# Bcc aluminium keeps its volume but gives up its shape

Bcc aluminium resists a change of volume but not a tetragonal change of shape. If its square base is stretched and its height shortened so that the volume stays nearly the same, the energy falls. It also falls when the base is squeezed and the height grows. In the small-strain model below, a height left free therefore moves further than is needed to keep the volume constant.

In the table, strain zz is the change of height. The numbers 1 to 5 in the column heads stand for in-plane strains of −0.05, −0.025, 0, 0.025 and 0.05. Each energy change is measured from the unstrained cell, and the pressure is the mean of the three normal stresses, positive in compression. The cell stays cubic only where both strains are equal; elsewhere it is tetragonal, with a ratio c/a of height to base edge that differs from one.

Bcc aluminium, a = 3.182 Å (not relaxed at this level), with in-plane strains of −0.05, −0.025, 0, 0.025 and 0.05 for rows 1 to 5 in the column heads. Ansatz 0.2.0, plane-wave PAW, scalar-relativistic LDA without spin polarisation, 420 eV cutoff, Gamma-centred 20×20×20 k mesh, Gaussian smearing of 0.15 eV. Energies are free energies relative to the unstrained cell.

| strain zz | energy change row 1 (meV/atom) | energy change row 2 (meV/atom) | energy change row 3 (meV/atom) | energy change row 4 (meV/atom) | energy change row 5 (meV/atom) | pressure row 2 (GPa) | pressure row 3 (GPa) | pressure row 4 (GPa) |
| --- | --- | --- | --- | --- | --- | --- | --- | --- |
| -0.05 | 108.5 | 45.9 | 8.7 | -6.8 | -4.8 | 10.08 | 4.73 | 0.50 |
| -0.025 | 72.9 | 26.7 | 2.6 | -2.1 | 9.6 | 7.26 | 2.42 | -1.39 |
| 0 | 43.0 | 11.2 | 0.0 | 6.1 | 26.8 | 4.70 | 0.44 | -2.96 |
| 0.025 | 17.7 | -0.3 | 0.3 | 16.2 | 45.6 | 2.46 | -1.37 | -4.31 |
| 0.05 | -3.0 | -8.9 | 3.1 | 28.8 | 65.5 | 0.47 | -2.94 | -5.57 |

## A valley that sinks below its starting point

Squeezed in its plane by 0.05, the crystal lowers its energy by growing taller: the change falls from 108.5 to −3.0 meV/atom down that column. Stretched by 0.05, it prefers to be short. The low energies thus form a valley in which height and base change in opposite directions.

The valley floor is not level. At in-plane strain −0.025 and strain zz 0.05 the energy is 8.9 meV/atom below the start, and with the signs of both strains reversed it is 6.8 below. These two deep cells have c/a of 1.08 and 0.93, and their volume is only 0.2 % smaller than at the start. Three explanations can be held against them.

## First explanation: the start was under pressure

The tempting answer is that the starting cell was not relaxed. It carries a pressure of 0.44 GPa, so some strain will lower the energy whatever the crystal structure. The size of this gain can be worked out. A relative volume change x costs ½BVx² and gains PVx, where B is the bulk modulus, V the volume per atom and P the starting pressure. The best x is P/B, and the net gain is P²V/2B.

The bulk modulus comes from the five cubic cells alone. A least-squares cubic polynomial in ln V through their energies gives B = 76 GPa. The gain is then 0.13 meV/atom, about seventy times less than the depth of the deeper cell. Releasing a compression also calls for a larger volume, and both deep cells have shrunk slightly. The LDA was combined here with PAW datasets made for PBE, so the absolute pressure and the elastic constants may carry some error from that mismatch.

The starting pressure does leave a mark elsewhere. With the base held at its starting size, shortening the height by 0.05 costs 5.6 meV/atom more than lengthening it by 0.05. Of this difference, 4.4 meV/atom is work against the starting pressure. Most of the lopsidedness in that column therefore belongs to the choice of starting cell.

## Second explanation: only the volume counts

A drop of liquid without surface tension is the simpler system to compare with. It resists compression but takes any shape at no cost. Squeeze its base and it rises until its old volume is restored, which reproduces the direction of the valley.

The pressures support this picture. Squeezing the base by 0.025 at fixed height gives 4.70 GPa, and shortening the height by 0.05 on a fixed base gives 4.73 GPa. The two cells have nearly the same volume, but one is taller than a cube and the other flatter. To a good approximation the mean stress follows the volume and ignores the shape.

The energies decide against the liquid. With volume alone, the deeper cell should lie 0.1 meV/atom above the start, not 8.9 below it. Nor is this a peculiarity of two cells: in all twenty tetragonal cells the computed energy is lower than the volume alone would give. The difference ranges from a few tenths of a meV, which is no more than the uncertainty from the smearing, to 17 meV/atom. The comparison with a liquid holds for the pressure and fails for the energy, because this crystal is not indifferent to its shape.

## Third explanation: the shape has a negative stiffness

For small strains the two effects can be written side by side. Let e be the in-plane strain and z the strain zz. The volume changes by 2e + z, and the shape by z − e. Apart from the small work of the starting pressure, the energy per volume is

u = ½B(2e + z)² + ⅔C′(z − e)²

Here C′ is the stiffness against tetragonal shear. No term linear in z − e appears, because a cubic crystal has the same stress along all three axes and gains nothing to first order from a change of shape at fixed volume. At fixed volume the cubic cell is thus normally either a local bottom or a local top of the energy curve along c/a. A negative C′ makes it the top, and both directions lead downhill, as the two deep cells show.

The downhill path is a known one. Stretching a bcc crystal along one cube axis leads continuously to fcc, which is reached at c/a = √2; this is the Bain path. Aluminium is stable as fcc, so a descent towards larger c/a is reasonable, and the taller deep cell is indeed the lower of the two. The fcc end lies far outside the map. Why the electrons favour it is a question of band structure that these energies do not test.

## One cell worked through

For strains of several per cent the model uses logarithms: x = ln(V/V₀), with V₀ the starting volume, for the volume and t = ln(c/a) for the shape. The volume energy is the polynomial from the five cubic cells. The shape energy is t² times a factor that varies linearly with t, and the two deep cells fix that factor. The cell with in-plane strain −0.05 and strain zz 0.05 took no part in either step. Energies are in meV/atom.

- Volume: x = ln(0.95² × 1.05) = −0.054. The polynomial −45.6x + 3815x² − 3056x³ gives 2.5 + 11.0 + 0.5 = 14.0.
- Shape factor: the deep cells lie 9.0 and 6.9 below their volume energies, at t = 0.0741 and −0.0760. Division by t² gives −1638 and −1195.
- Shape energy: here t = ln(1.05/0.95) = 0.100. The straight line through the two factors gives about −1715, and multiplied by t² this is −17.2.
- Sum: 14.0 − 17.2 = −3.2, against −3.0 in the table.

The cell has lost volume, which costs energy, but its change of shape repays slightly more than that cost. At t = 0 the same straight line gives the small-strain stiffness, C′ = −21 GPa.

Eighteen cells were used neither for the volume energy nor for the shape factor. The largest miss among them is 1.0 meV/atom, at in-plane strain −0.05 and unchanged height. That is small beside the total of 43.0, but it is a fifth of what the shape contributes there. The model is therefore good for the map as a whole and rougher for the shape energy of a single cell.

The misses have a pattern. In most compressed cells the change of shape gains more than the model says, and in most expanded cells it gains less. This suggests that the instability weakens as the crystal expands, and the pressures of both deep cells agree. For the deeper one, volume alone would give 0.44 + 76 × 0.0018 = 0.58 GPa, while the table has 0.47. A shape energy that weakens with growing volume would lower the pressure in just this manner.

## What the height does

Now let the base be held at a strain e while the height is free to settle. Setting the derivative of u with respect to z to zero gives

z/e = −(2B − 4C′/3) / (B + 4C′/3)

The limits show what this ratio means. If shape were infinitely stiff compared with volume, the ratio would be +1, and a stretched base would carry the height up with it. If shape cost nothing, it would be −2, the liquid's answer, which just keeps the volume. A positive C′ places a crystal between these limits, while a moderately negative one takes it beyond −2.

With the fitted B and C′ the ratio is −3.8. A base stretched by 0.025 would then call for a height strain of about −0.09, well outside the scan and too large for a small-strain formula to be trusted in detail. The map does support the direction. In that column the last step down to strain zz −0.05 still lowers the energy by 4.7 meV/atom, where volume alone would give 1.0.

The column with the unstrained base looks harmless by comparison. Its energy has an ordinary minimum near zero strain, as in a stable solid. The reason is that a change of height alone alters volume and shape together, and the cost in volume outweighs the gain in shape. The resulting stiffness is B + 4C′/3 = 48 GPa, and the curvature of that column, which set neither constant, gives 47 GPa. A clamped base thus hides the instability, while a path at nearly constant volume lays it bare.

The same constants give a formal Poisson ratio of 0.65 for a pull along one cube axis with free sides. A stable cubic crystal pulled in this way stays below one half, the value of the liquid. The excess is no separate evidence, since it follows from the negative C′. It expresses the same instability in another form: an unclamped bcc cell would run away from its shape and not settle near it.

Aluminium serves as interconnect and contact metal in electronic devices, where a film is likewise held in its plane and free in its height. That metal is fcc, however, so the elastic constants found here do not belong in a stress estimate for a real line. What carries over is the way of reading such a map: the pressure tells how the volume is doing, and the energy at constant volume tells whether the cell is stable against a change of c/a.
